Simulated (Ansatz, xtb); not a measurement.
## Ligand exchange: GaH(CH3)2 + CH6N2 → Ga(CH3)2(NH2) + CH5N

Species: GaH(CH3)2, singlet; CH6N2 (methylhydrazine) `CNN`, singlet; Ga(CH3)2(NH2), singlet; CH5N (methylamine) `CN`, singlet. The partners trade H for NH2: Ga–H and N–NH2 bonds give way to Ga–NH2 and N–H.

Shapes, held fixed at every level: PBE0-D4/def2-TZVP. Flexible molecules stand in one conformer, not always the lowest. Programs: Ansatz 0.2.0, xtb 6.7.1. Electronic energies: no zero-point or thermal term.

**Question.** Estimate ΔE of this reaction.

**Answer.** The highest level, CCSD(T)/def2-TZVPP, gives ΔE = -217.8 kJ/mol; the levels span -217.8 to -121.4. GFN1-xTB strays far from the other rows. The column of differences is taken from that level and isn't an error. No measured value is set beside it here. Relativity is left out for Ga. Outer-core shells of Ga are correlated in most correlated rows, in sets that cover them unevenly.

```tsv
level	kind	ΔE (kJ/mol)	less CCSD(T)/def2-TZVPP
GFN1-xTB	semi-empirical	-121.4	+96.4
r2SCAN-D4/def2-TZVPP	meta-GGA	-212.2	+5.6
B3LYP-D4/def2-TZVPP	global hybrid	-208.1	+9.7
PBE0-D4/def2-TZVPP	global hybrid	-204.3	+13.5
r2SCAN0-D4/def2-TZVPP	global hybrid	-212.8	+5.0
wB97X-V/def2-TZVPP	range-separated hybrid	-204.0	+13.8
B2PLYP/def2-TZVPP	double hybrid	-215.3	+2.5
CCSD/def2-TZVPP	coupled cluster or CI	-217.0	+0.8
CCSD(T)/def2-TZVPP	coupled cluster or CI	-217.8	0.0
```

The exchange is strongly exothermic at every level. Its driving force lies in the bonds traded: the N–N single bond of a hydrazine is weak, partly because lone pairs on adjacent nitrogens repel each other, whereas the N–H bond that replaces it is strong. On the metal side, hydride gives way to a more electronegative amide, so the new Ga–N bond is strongly polar and may gain a little from donation of the nitrogen lone pair into the formally empty gallium p orbital. The total energy doesn't separate these contributions.

Perturbative triples shift the CCSD value by only 0.8 kJ/mol, as expected for closed-shell species without marked multireference character. All the density functionals give a less exothermic reaction than CCSD(T), B2PLYP coming closest. Adding exact exchange to r2SCAN hardly changes the result, so the reaction energy is insensitive to it in that family. The values describe monomeric Ga(CH3)2(NH2) and leave out the association through amide bridges that is typical of such compounds.
